\section*{Creation and annihilation operators as spherical tensors, with $4f^6\to4f^5$ emission in SmS}

The operators that add or remove an electron in a shell $l^n$ are irreducible tensors in spin and orbital space. One-electron operators of the shell are their coupled products, and their reduced matrix elements are the coefficients of fractional parentage (cfp), which fix photoemission line strengths. The formulation is Judd's (1967).

\subsection*{1. Premises and conventions}

Angular momenta are in units of $\hbar$, $[x]=2x+1$, $s=\tfrac12$, and energies are in eV.

(P1) All electrons of the shell share one radial function. The $4l+2$ spin-orbitals $\phi_\xi$, $\xi=(m_s,m_l)$, have Condon--Shortley phases, $j_\pm|jm\rangle=c_\pm(m)|j\,m\pm1\rangle$ with $c_\pm(m)=\sqrt{j(j+1)-m(m\pm1)}$, for $j=s$ and $j=l$.

(P2) $\{a_\xi,a^\dagger_\eta\}=\delta_{\xi\eta}$, $\{a_\xi,a_\eta\}=0$, and a one-electron operator $F=\sum_i f_i$ equals $\sum_{\xi\eta}\langle\xi|f|\eta\rangle a^\dagger_\xi a_\eta$.

(P3) $a^\dagger_{\xi_1}\cdots a^\dagger_{\xi_n}|0\rangle=\sqrt{n!}\,\mathcal A_n\,\phi_{\xi_1}(1)\cdots\phi_{\xi_n}(n)$, with the projector $\mathcal A_n=\frac1{n!}\sum_P(-1)^PP$.

(P4) A tensor of rank $k$ obeys $[J_z,T_q]=qT_q$ and $[J_\pm,T_q]=c_\pm(q)T_{q\pm1}$ (with $j=k$). A double tensor of rank $(\kappa,k)$ does so with rank $\kappa$ under $\mathbf S$ and rank $k$ under $\mathbf L$. Coupling uses Clebsch--Gordan (CG) coefficients in each space, $(AB)^{(k)}_q=\sum\langle k_1q_1k_2q_2|kq\rangle A_{q_1}B_{q_2}$.

(P5) The Wigner--Eckart theorem is used in the form of Edmonds, once per space:
\begin{equation}
\langle JM|T^{(k)}_q|J'M'\rangle=(-1)^{J-M}\begin{pmatrix}J&k&J'\\-M&q&M'\end{pmatrix}\langle J\|T\|J'\rangle .
\label{we}
\end{equation}
We use $\langle j_1m_1j_2m_2|jm\rangle=(-1)^{j_1-j_2+m}\sqrt{[j]}\,(j_1\,j_2\,j;\,m_1\,m_2\,{-m})$ and the rule that a $3j$ symbol takes $(-1)^{j_1+j_2+j}$ under a swap of two columns or a reversal of all projections. Apply both to $\langle J'M'kq|JM\rangle$ and swap the outer columns. The phase is $(-1)^{2J'+J+M}=(-1)^{J-M}(-1)^{2J'+2M}$, and $2J'+2M$ has the parity of $2J'+2J$, hence of $2k$. So \eqref{we} is equivalent to
\begin{equation}
\langle JM|T^{(k)}_q|J'M'\rangle=\frac{(-1)^{2k}}{\sqrt{[J]}}\langle J'M'kq|JM\rangle\langle J\|T\|J'\rangle .
\label{wecg}
\end{equation}
The factor $(-1)^{2k}$ is harmless for integer rank. For $a^\dagger$, with spin rank $\tfrac12$, it is a real sign, so check the convention of any table you use.

\subsection*{2. $a^\dagger$ and $\tilde a$ are double tensors of rank $(\tfrac12,l)$}

The identity $[AB,C]=A\{B,C\}-\{A,C\}B$ and (P2) give $[a^\dagger_\eta a_\zeta,a^\dagger_\xi]=\delta_{\zeta\xi}a^\dagger_\eta$, hence $[F,a^\dagger_\xi]=\sum_\eta a^\dagger_\eta\langle\eta|f|\xi\rangle$. Let $\mathbf J$ stand for $\mathbf S$ or $\mathbf L$, with $j,m$ the matching labels and the other label held fixed. Then
\begin{equation}
[J_z,a^\dagger_m]=m\,a^\dagger_m,\qquad[J_\pm,a^\dagger_m]=c_\pm(m)\,a^\dagger_{m\pm1},
\label{ad}
\end{equation}
which is (P4). The adjoint of \eqref{ad}, with $J_\pm^\dagger=J_\mp$, is $[J_z,a_m]=-m\,a_m$ and $[J_\pm,a_m]=-c_\mp(m)\,a_{m\mp1}$. So $a_m$ carries projection $-m$, and the ladder relation has the wrong sign. Define $\tilde a_m=(-1)^{j-m}a_{-m}$. Then $[J_z,\tilde a_m]=m\tilde a_m$, and since $c_\mp(-m)=c_\pm(m)$,
\begin{equation}
[J_\pm,\tilde a_m]=-(-1)^{j-m}c_\pm(m)\,a_{-m\mp1}=c_\pm(m)\,\tilde a_{m\pm1},
\end{equation}
because $\tilde a_{m\pm1}=(-1)^{j-m\mp1}a_{-m\mp1}$. Taking the phase in both spaces,
\begin{equation}
\tilde a_{m_sm_l}=(-1)^{s+l-m_s-m_l}\,a_{-m_s,-m_l}
\label{til}
\end{equation}
is a double tensor of rank $(\tfrac12,l)$. The $m$-independent part of the phase is a convention. The choice $(-1)^{s+m_s}$ would reverse $\tilde a$ and remove the minus signs of the next section.

\subsection*{3. Unit tensors and the number operator}

Define one-electron double tensors by $\langle sl\|w^{(\kappa k)}\|sl\rangle=\sqrt{[\kappa][k]}$, with $\kappa=0,1$ and $k=0,\dots,2l$, and let $W^{(\kappa k)}=\sum_iw_i^{(\kappa k)}$. Work in one space first:
\begin{equation}
(a^\dagger\tilde a)^{(k)}_q=\sum_{mm'}\langle jm\,j\,{-m'}|kq\rangle(-1)^{j+m'}a^\dagger_ma_{m'} .
\end{equation}
The CG coefficient is $(-1)^q\sqrt{[k]}\,(j\,j\,k;\,m\,{-m'}\,{-q})$. Reversing all projections and swapping the last two columns gives $(-1)^{2j+k}$ twice, so the symbol equals $(j\,k\,j;\,{-m}\,q\,m')$. With $q=m-m'$ the phase is $(-1)^{j+m}=(-1)^{2j}(-1)^{j-m}$, as $2m$ and $2j$ have equal parity. Therefore
\begin{equation}
(a^\dagger\tilde a)^{(k)}_q=(-1)^{2j}\sum_{mm'}(-1)^{j-m}\begin{pmatrix}j&k&j\\-m&q&m'\end{pmatrix}\sqrt{[k]}\;a^\dagger_ma_{m'} .
\label{one}
\end{equation}
By \eqref{we} and (P2) the sum is the one-electron operator with reduced element $\sqrt{[k]}$. The prefactor is $-1$ for spin and $+1$ for the orbit:
\begin{equation}
W^{(\kappa k)}=-(a^\dagger\tilde a)^{(\kappa k)} .
\label{W}
\end{equation}
For $k=0$, $(-1)^{j-m}(j\,0\,j;\,{-m}\,0\,m)=[j]^{-1/2}$, so $w^{(00)}=1/\sqrt{[s][l]}$ and
\begin{equation}
\hat n=\sum_\xi a^\dagger_\xi a_\xi=-\sqrt{4l+2}\,(a^\dagger\tilde a)^{(00)} .
\label{n}
\end{equation}
Other operators follow from the ratio of reduced elements. With $\langle j\|1\|j\rangle=\sqrt{[j]}$ and $\langle j\|\mathbf j\|j\rangle=\sqrt{j(j+1)[j]}$, one finds $\mathbf S=\sqrt{[l]/2}\,W^{(10)}$ and $\mathbf L=\sqrt{2l(l+1)[l]/3}\,W^{(01)}$.

\subsection*{4. Reduced matrix elements are cfp}

Let $|a\rangle=|l^n\gamma SM_SLM_L\rangle$ and let $|p\rangle=|l^{n-1}\bar\gamma\bar S\bar M_S\bar L\bar M_L\rangle$ run over an orthonormal set of terms. The function $\Psi_a$ is antisymmetric in electrons $1,\dots,n-1$, so it can be expanded in products $\Psi_p(1\dots n-1)\phi_\xi(n)$. Coupled to definite spin and orbital momentum, only products with the $S,L,M_S,M_L$ of $a$ can overlap with it, and the overlap does not depend on the projections because the ladder operators act alike on both. This defines the cfp, with the parent first and electron $n$ second:
\begin{equation}
\langle\Psi_a|\Psi_p\phi_\xi(n)\rangle=(a\{|p)\,\langle\bar S\bar M_Ssm_s|SM_S\rangle\langle\bar L\bar M_Llm_l|LM_L\rangle .
\label{cfp}
\end{equation}
The coupled products are orthonormal and $\Psi_a$ is normalised, so $\sum_p|(a\{|p)|^2=1$ over parent terms.

For a determinant, (P3) and $\mathcal A_n\mathcal A_{n-1}=\mathcal A_n$ give $a^\dagger_\xi|p\rangle=\sqrt{n!/(n-1)!}\,\mathcal A_n[\phi_\xi(1)\Psi_p(2\dots n)]$, and linearity extends this to any $p$. Relabelling so that the new electron is number $n$ is a cycle of length $n$, of parity $(-1)^{n-1}$. Since $\mathcal A_n$ is Hermitian and leaves $\Psi_a$ unchanged,
\begin{equation}
\langle a|a^\dagger_\xi|p\rangle=(-1)^{n-1}\sqrt n\,(a\{|p)\,\langle\bar S\bar M_Ssm_s|SM_S\rangle\langle\bar L\bar M_Llm_l|LM_L\rangle .
\label{me}
\end{equation}
By \eqref{wecg} the left side is the same pair of CG coefficients times $(-1)^{2s+2l}\langle a\|a^\dagger\|p\rangle/\sqrt{[S][L]}$. Since $(-1)^{2s+2l}=-1$,
\begin{equation}
\langle l^na\|a^\dagger\|l^{n-1}p\rangle=(-1)^n\sqrt{n[S][L]}\;(a\{|p) .
\label{rme}
\end{equation}
For $\tilde a$, write $\langle p\bar M|\tilde a_m|aM\rangle=(-1)^{j-m}\langle aM|a^\dagger_{-m}|p\bar M\rangle^*$ in each space and use \eqref{we}. A reversal plus an outer swap turns $(J\,j\,\bar J;\,{-M}\,{-m}\,\bar M)$ into $(\bar J\,j\,J;\,{-\bar M}\,m\,M)$ with no sign. With $\bar M=M+m$ the phase $(-1)^{j-m+J-M}$ is $(-1)^{\bar J-\bar M}(-1)^{j+J-\bar J}$, so
\begin{equation}
\langle p\|\tilde a\|a\rangle=(-1)^{s+S-\bar S+l+L-\bar L}\,\langle a\|a^\dagger\|p\rangle^* .
\end{equation}

\subsection*{5. Photoemission weights}

The removal weight of parent term $p$ sums over its sublevels and over the removed spin-orbital. Each squared CG coefficient in \eqref{me} sums to one at fixed $M_S$ or $M_L$:
\begin{equation}
w_p=\sum_{\bar M_S\bar M_L\xi}|\langle p|a_\xi|a\rangle|^2=\frac{|\langle a\|a^\dagger\|p\rangle|^2}{[S][L]}=n\,|(a\{|p)|^2,\qquad\sum_pw_p=n .
\label{w}
\end{equation}
The sum rule also follows from closure, $\sum_pw_p=\langle a|\hat n|a\rangle$. The operator $\sum_\xi a^\dagger_\xi P_pa_\xi$, with $P_p$ the projector on the term, is a scalar under $\mathbf S$ and $\mathbf L$ separately, so $w_p$ is the same for every state of the term $a$, whatever its $J$.

To link $w_p$ to intensity, take the final state as the ion state times a photoelectron that no longer interacts with it (sudden approximation). With dipole amplitudes $t_{f\xi}$ to the detected continuum states $f$, the golden rule gives
\begin{equation}
I_p\propto\sum_{\xi\eta}\tau_{\xi\eta}\langle a|a^\dagger_\xi P_pa_\eta|a\rangle,\qquad\tau_{\xi\eta}=\sum_ft^*_{f\xi}t_{f\eta} .
\end{equation}
Assume $\tau$ is the same for all $p$ and, without spin detection, proportional to the unit matrix in spin. Its orbital part expands in ranks $k=0,\dots,2l$, and the rank-$k$ part multiplies $(a^\dagger P_p\tilde a)^{(0k)}$, a tensor of rank $k$ under $\mathbf J=\mathbf L+\mathbf S$ provided $P_p$ commutes with $\mathbf J$. In a state with $J=0$, or an equal mixture of all $M_J$ of a level, only $k=0$ has an expectation value. That part of $\tau$ is a multiple of $\delta_{\xi\eta}$, so $I_p\propto w_p$ for any polarisation and emission angle. An aligned or magnetised initial state needs the $k>0$ terms.

For single final levels $\bar J$, use $a^\dagger_{jm}=\sum\langle sm_slm_l|jm\rangle a^\dagger_{m_sm_l}$, a unitary change of basis. In \eqref{me} the CG coefficients are replaced by the overlap of two coupling schemes, which defines the $9j$ symbol, times $\langle\bar J\bar Mjm|JM\rangle$, whose square sums to one:
\begin{equation}
w_{p\bar Jj}=w_p\,[S][L][\bar J][j]\begin{Bmatrix}\bar S&s&S\\\bar L&l&L\\\bar J&j&J\end{Bmatrix}^2 .
\end{equation}
For $J=0$ we need $L=S$ and $j=\bar J$, and the $9j$ symbol is, up to sign, a $6j$ symbol divided by $\sqrt{[S][\bar J]}$:
\begin{equation}
w_{p\bar J}=w_pf_{\bar L\bar J},\qquad f_{\bar L\bar J}=[S][\bar J]\begin{Bmatrix}\bar S&s&S\\l&\bar L&\bar J\end{Bmatrix}^2,\qquad\bar J=l\pm\tfrac12 .
\label{f}
\end{equation}

\subsection*{6. Range of validity}

Equations \eqref{ad}--\eqref{w} are exact algebra for one shell with one radial function. They do not require $S$ and $L$ to be conserved, since real states can be expanded in $LS$ terms. The sum rule holds for any state of $l^n$.

Reading $n\,\mathrm{cfp}^2$ as intensity requires more: (i) initial and final states close to pure terms; (ii) integer occupation, with no mixing of $l^n$ and $l^{n-1}$ configurations by hybridisation, which would replace the sum by $\langle\hat n\rangle$; (iii) the sudden limit, with kinetic energy large against the multiplet width so that $\tau$ is common to all lines and independent of $j$; (iv) photon energies away from core-level resonances, which add a second path; (v) an isotropic initial state. Orbital relaxation in the ion moves weight to satellites, by a common factor only if it is term independent. Condition (i) is quantified below.

\subsection*{7. Illustration: $4f^6\to4f^5$ in SmS}

We model semiconducting SmS at ambient pressure as a free Sm$^{2+}$ ion, $4f^6\,{}^7F_0$, with $l=S=L=3$. The mixed-valent metallic phase reached under pressure violates (ii).

\paragraph{Term weights.} Let $|\Omega\rangle$ be the determinant with all seven spin-up orbitals filled, which has $L=0$. The operator $h^\dagger_m=\tilde a_{-1/2,m}$ removes a spin-up electron, is a rank-3 orbital tensor and obeys $\{h_m,h^\dagger_{m'}\}=\delta_{mm'}$ with $h_m|\Omega\rangle=0$. So $h^\dagger_M|\Omega\rangle$ is ${}^7F$ with $M_S=3$, $M_L=M$. It has no spin-down electron, and removing a spin-up one leaves $\bar M_S=\tfrac52$, the maximum for $f^5$, so all parents are sextets. Decouple $h^\dagger_mh^\dagger_M=\sum_{\bar L}\langle3m3M|\bar L\bar M\rangle(h^\dagger h^\dagger)^{(\bar L)}_{\bar M}$. With $C_{m_1m_2}=\langle3m_13m_2|\bar L\bar M\rangle=(-1)^{\bar L}C_{m_2m_1}$, the squared norm of $(h^\dagger h^\dagger)^{(\bar L)}|\Omega\rangle$ is $\sum C_{m_1m_2}(C_{m_1m_2}-C_{m_2m_1})=1-(-1)^{\bar L}$. Also $\sum_m\langle3m3M|\bar L\bar M\rangle^2=[\bar L]/7$ by $3j$ orthogonality. Hence
\begin{equation}
w_{\bar L}=\tfrac27[\bar L],\quad\bar L=5,3,1:\qquad w({}^6H,{}^6F,{}^6P)=\tfrac{22}7,\;2,\;\tfrac67 .
\end{equation}
These are $3.143$, $2.000$ and $0.857$, they add to 6, and they correspond to squared cfp of $\tfrac{11}{21}$, $\tfrac13$ and $\tfrac17$.

\paragraph{Level weights.} The closed forms of $6j$ symbols with an argument $\tfrac12$, put into \eqref{f} with $\bar S=\tfrac52$, give
\begin{equation}
f_{\bar L,5/2}=\frac{(\bar L+7)(6-\bar L)}{42},\qquad f_{\bar L,7/2}=\frac{\bar L(\bar L+1)}{42},
\end{equation}
which add to one. Levels with other $\bar J$ are dark.

\begin{center}
\begin{tabular}{lcccc}
term&$f_{5/2}$&$w_{5/2}$&$f_{7/2}$&$w_{7/2}$\\\hline
${}^6H$&$2/7$&$44/49=0.898$&$5/7$&$110/49=2.245$\\
${}^6F$&$5/7$&$10/7=1.429$&$2/7$&$4/7=0.571$\\
${}^6P$&$20/21$&$40/49=0.816$&$1/21$&$2/49=0.041$\\\hline
sum&&$22/7=3.143$&&$20/7=2.857$
\end{tabular}
\end{center}
By closure the column sums are the occupations $n_{5/2}$ and $n_{7/2}$. Since $\mathbf l\cdot\mathbf s=-2$ for $j=\tfrac52$ and $\tfrac32$ for $j=\tfrac72$, the operator $V=\sum_i\mathbf l_i\cdot\mathbf s_i$ has $\langle V\rangle=-\tfrac{44}7+\tfrac{30}7=-2$. As a test, within a term of maximum spin below half filling $V=\mathbf L\cdot\mathbf S/2S$, and $\mathbf L\cdot\mathbf S=-12$ at $J=0$ gives $-2$ as well.

\paragraph{Temperature.} With a typical ${}^7F_1$ excitation of about 36 meV, the population ratio $3e^{-E/k_BT}$ to ${}^7F_0$ is $0.75$ at 300 K and $3\times10^{-6}$ at 30 K. The table therefore applies at low temperature only. The term weights hold at both, and are also untouched by crystal-field mixing within ${}^7F$ as far as $k=0$ dominates.

\paragraph{Spin-orbit mixing.} The interaction $\zeta V$ conserves $J$ and changes $S$ and $L$ by at most one. A $J=0$ level needs $S=L$, so ${}^7F_0$ mixes only with the ${}^5D_0$ levels $\gamma$. Write $V=\sum_p(-1)^pU_{p,-p}$ with $U_{pq}=\sum_is_{p,i}\,l_{q,i}$, and let $\rho^2=\sum_\gamma|\langle\gamma\,{}^5D\|U\|{}^7F\rangle|^2$. The scalar-product formula of Racah algebra multiplies $\rho$ by $\{0\,2\,2;1\,3\,3\}$, of square $\tfrac1{35}$, so $v^2=\sum_\gamma|\langle\gamma|V|{}^7F_0\rangle|^2=\rho^2/35$. Now form
\begin{equation}
|\chi\rangle=\sum_{Mq}\langle3M1q|22\rangle\,U_{-1,q}\,h^\dagger_M|\Omega\rangle .
\end{equation}
It has $L=2$ and $M_S=2$, and since ${}^7F$ is the only septet it is pure ${}^5D$. The spin $3j$ symbol $(2\,1\,3;\,{-2}\,{-1}\,3)$ has square $\tfrac17$ and \eqref{wecg} gives $\tfrac15$ for the orbit, so $\langle\chi|\chi\rangle=\rho^2/35=v^2$. With $s_{-1}=s_-/\sqrt2$ and the orbital form of \eqref{one}, $U_{-1,q}=\pm\sqrt{l(l+1)[l]/6}\,(a^\dagger_\downarrow h^\dagger)^{(1)}_q$, and $l(l+1)[l]/6=14$. Recoupling the two holes to $\bar L$ costs $\sqrt{3[\bar L]}\,\{3\,3\,1;3\,2\,\bar L\}$, and the pair has squared norm 2 for odd $\bar L$:
\begin{equation}
v^2=14\sum_{\bar L=1,3,5}6[\bar L]\begin{Bmatrix}3&3&1\\3&2&\bar L\end{Bmatrix}^2=14\cdot\tfrac87=16 .
\end{equation}
The three terms are the fractions $u_{\bar L}=\tfrac{33}{56},\tfrac{21}{56},\tfrac2{56}$ of the total for $H,F,P$.

Place all ${}^5D_0$ strength at one effective distance $\Delta$ (closure). The ground state becomes $|{}^7F_0\rangle-\epsilon|D\rangle$, with $|D\rangle$ the normalised ${}^5D_0$ part of $V|{}^7F_0\rangle$ and $\epsilon=v\zeta/\Delta$. Then $\delta\langle V\rangle=-2\epsilon v$, and $V=9-\tfrac72n_{5/2}$ for $n=6$ gives $\delta n_{5/2}=2\epsilon\cdot\tfrac87$. This first-order shift is interference in the sextet lines, the only parents of ${}^7F$. Removing the spin-down electron from normalised $|\chi\rangle$ leaves sextet $\bar L$ with probability $u_{\bar L}$, which by \eqref{me} is $w'_{\bar L}\langle\tfrac52\tfrac52\tfrac12{-\tfrac12}|22\rangle^2=\tfrac56w'_{\bar L}$, where $w'$ is the weight \eqref{w} for $|D\rangle$. The recoupling between $S=3,2$ and $\bar J=\tfrac52,\tfrac72$ is a $2\times2$ orthogonal matrix, so the cross terms are equal and opposite for the two $\bar J$, with size
\begin{equation}
|\delta w_{\bar L\bar J}|=2\epsilon\sqrt{w_{\bar L}\,w'_{\bar L}\,f_{\bar L,5/2}\,f_{\bar L,7/2}}=2\epsilon\left(\tfrac{33}{49},\tfrac{21}{49},\tfrac2{49}\right).
\end{equation}
The three sizes add to $2\epsilon\cdot\tfrac87$, the full $\delta n_{5/2}$, so each moves weight from $\tfrac72$ to $\tfrac52$. The term sums do not change at this order. Final-state mixing enters only at second order, since $V$ cannot connect sextets that differ by two units of $\bar L$ and quartets are not parents of ${}^7F$.

With typical inputs $\zeta\approx0.13$ eV and $\Delta\approx2$ eV, $\epsilon=0.26$ and $\epsilon^2=0.07$. Then $\delta n_{5/2}=0.6$ and $n_{5/2}\approx3.7$. The ${}^6H$ transfer is $0.35$, so ${}^6H_{5/2}$ and ${}^6H_{7/2}$ carry about $1.2$ and $1.9$, and their ratio ${}^6H_{7/2}/{}^6H_{5/2}$ falls from $2.5$ to about $1.5$. The pure $LS$ table thus understates ${}^6H_{5/2}$ by a factor near $1.4$, and its level weights should not be used without this correction.

\paragraph{Result.} The model's term weights are ${}^6H:{}^6F:{}^6P=11:7:3$, or 52, 33 and 14 per cent of six electrons, with initial-state corrections of relative order $\epsilon^2$. As typical knowledge, spectra of semiconducting SmS show this three-part pattern, with ${}^6F$ roughly 0.8 eV and ${}^6P$ roughly 3 eV below ${}^6H$. The ${}^6P$ share is the least reliable: near that energy $f^5$ has many quartet levels, the energy denominators are small, and the weight is spread over several lines that overlap the S $3p$ band. A single ${}^6P$ peak is therefore typically weaker than the model's 14 per cent, possibly by tens of per cent, while the sum over the group of lines is conserved.